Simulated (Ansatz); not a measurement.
## Strength of the C–Ge bond: GeH2(CH3)F → GeH2F + CH3

Species: GeH2(CH3)F, singlet; GeH2F `[F][GeH2]`, doublet; CH3 (methyl radical) `[CH3]`, doublet. 

Shapes, held fixed at every level: PBE0-D4/def2-TZVP. Programs: Ansatz 0.2.0. The zero-point and thermal change to 298 K, harmonic and unscaled (PBE0-D4/def2-TZVP), is -17.2 kJ/mol.

| level | kind | ΔH(298 K) (kJ/mol) | less CCSD(T)/def2-TZVPP | CPU time (sum over the molecules) |
| --- | --- | --- | --- | --- |
| HF/def2-TZVPP | Hartree–Fock | +237.9 | -108.7 | – |
| PBE-D4/def2-TZVPP | GGA | +334.9 | -11.7 | 7.6 s |
| r2SCAN-D4/def2-TZVPP | meta-GGA | +319.9 | -26.7 | 16 s |
| BHLYP-D4/def2-TZVPP | global hybrid | +324.7 | -21.9 | 7.7 s |
| B2PLYP/def2-TZVPP | double hybrid | +332.4 | -14.2 | 12 s |
| CCSD(T)/def2-SVP | coupled cluster or CI | +333.8 | -12.8 | 9.3 s |
| CCSD/def2-SVP | coupled cluster or CI | +328.3 | -18.3 | – |
| CCSD(T)/def2-TZVPP | coupled cluster or CI | +346.6 | 0.0 | 2 min |

The highest level, CCSD(T)/def2-TZVPP, gives ΔH(298 K) = +346.6 kJ/mol; the levels span +237.9 to +346.6. The column of differences is taken from that level and isn't an error. Hartree–Fock misses the correlation of the pair that is broken and comes out low. No measured value is set beside it here. Open shells run unrestricted unless RO is named. Relativity is left out for Ge unless named. Correlated rows may include outer-core shells of Ge, which these sets cover unevenly. Times are processor times on shared x86 and Arm servers, and rough.

Breaking the Ge–C bond costs +346.6 kJ/mol at the highest level, as expected for a strong, essentially covalent σ bond polarised towards carbon. The diffuse germanium valence orbitals overlap less well with carbon than a second-row partner's would, but the bond's polarity partly makes up for this. Homolysis leaves a nearly planar methyl radical and a pyramidal germyl radical, whose unpaired electron keeps appreciable s character, favoured by the electronegative fluorine.

Within coupled cluster, enlarging the basis raises the enthalpy more than adding triples does in the small basis. This fits a single-reference bond whose electron pair needs polarisation functions to describe its short-range correlation, and suggests that the value isn't yet converged with basis. The density functionals follow no simple ladder: PBE-D4 lies closest to the highest level and r2SCAN-D4 furthest below it, with BHLYP-D4 in between, so PBE's closeness probably owes something to error cancellation. Whether fluorine strengthens or weakens the Ge–C bond can't be told without the unfluorinated parent.
